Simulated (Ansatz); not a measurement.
# Si: pressure and energy less free atoms against volume per atom

All results are calculated (Ansatz 0.2.0). Periodic Kohn-Sham DFT of a crystal at fixed atoms; pressure and stress are positive in compression; the energy is the free energy less that of spherical unpolarised free atoms; site moments are those in the method's own spheres, positive along +z.

Cell of the first row (space group Imma, No. 74):
```
cell vectors (Å)
  -2.2050     2.3201     1.2490
   2.2050    -2.3201     1.2490
   2.2050     2.3201    -1.2490
atoms (fractions of the cell vectors)
Si  0.80700  0.55700  0.25000
Si  0.19300  0.44300  0.75000
```

Settings of every row: method all-electron LAPW; functional LDA; relativity scalar; k mesh 16x16x16; filling fermi-dirac; smearing width 0.05 eV; basis error target 0.5 meV/atom; nucleus gaussian.

Atom start moment: 0 on all atoms.

```csv
row,volume per atom (Å³),pressure (GPa),energy less free atoms (eV/atom)
1,12.78,22.187,-5.6209
2,12.916,20.04,-5.6388
3,13.051,17.999,-5.6549
4,13.323,14.214,-5.6822
5,13.459,12.459,-5.6935
6,13.595,10.791,-5.7033
7,13.731,9.204,-5.7118
8,13.867,7.696,-5.719
9,14.139,4.9,-5.7296
10,14.275,?,?
11,14.411,2.375,-5.7357
```

Question: what pressure and energy less free atoms should row 10 give?

Worked fit of pressure. Take u = (V_r/V)^(2/3) − 1 with V_r = 13.527 Å³ an atom, which is twice the finite (Eulerian) strain; such expansions in the strain, on which the Birch-Murnaghan equation of state is built, carry the rest volume and the bulk modulus. The shown rows have u = 0.0386, 0.03129, 0.02417, 0.01018, 0.00337, -0.00334, -0.00993, -0.01641, -0.02907, -0.04132. Least squares give pressure = 11.6134 + 248.894 × u + 631.67 × u² + 466 × u³ GPa; a parabola predicts inner rows, each left out in turn, worse (root mean square 0.0075 against 0.0045 GPa). The rows lie off it by -0.002, 0.006, -0.006, 0.001, 0.000, 0.002, 0.000, -0.001, 0.000, 0.000 (root mean square 0.0029 GPa). The withheld row has u = -0.03525, so the fit gives 11.6134 + 248.894 × (-0.03525) + 631.67 × (-0.03525)² + 466 × (-0.03525)³ = 3.604 GPa.

The calculation gave 3.605 GPa. The fit lies 0.001 GPa (0.005 % of the column's range) below it, one unit of the last digit.

Worked fit of energy less free atoms. Take u = (V_r/V)^(2/3) − 1 with V_r = 13.527 Å³ an atom, which is twice the finite (Eulerian) strain; such expansions in the strain, on which the Birch-Murnaghan equation of state is built, carry the rest volume and the bulk modulus. The shown rows have u = 0.0386, 0.03129, 0.02417, 0.01018, 0.00337, -0.00334, -0.00993, -0.01641, -0.02907, -0.04132. Least squares give energy less free atoms = −5.69859 + 1.4734 × u + 13.946 × u² eV/atom; a straight line predicts inner rows, each left out in turn, worse (root mean square 0.0071 against 5.7e-05 eV/atom). The rows lie off it by 0.0000, 0.0000, -0.0001, -0.0001, 0.0000, 0.0001, 0.0000, 0.0000, 0.0000, 0.0000. The withheld row has u = -0.03525, so the fit gives −5.69859 + 1.4734 × (-0.03525) + 13.946 × (-0.03525)² = -5.7332 eV/atom.

The calculation gave -5.7332 eV/atom. The fit meets it to the printed digit.
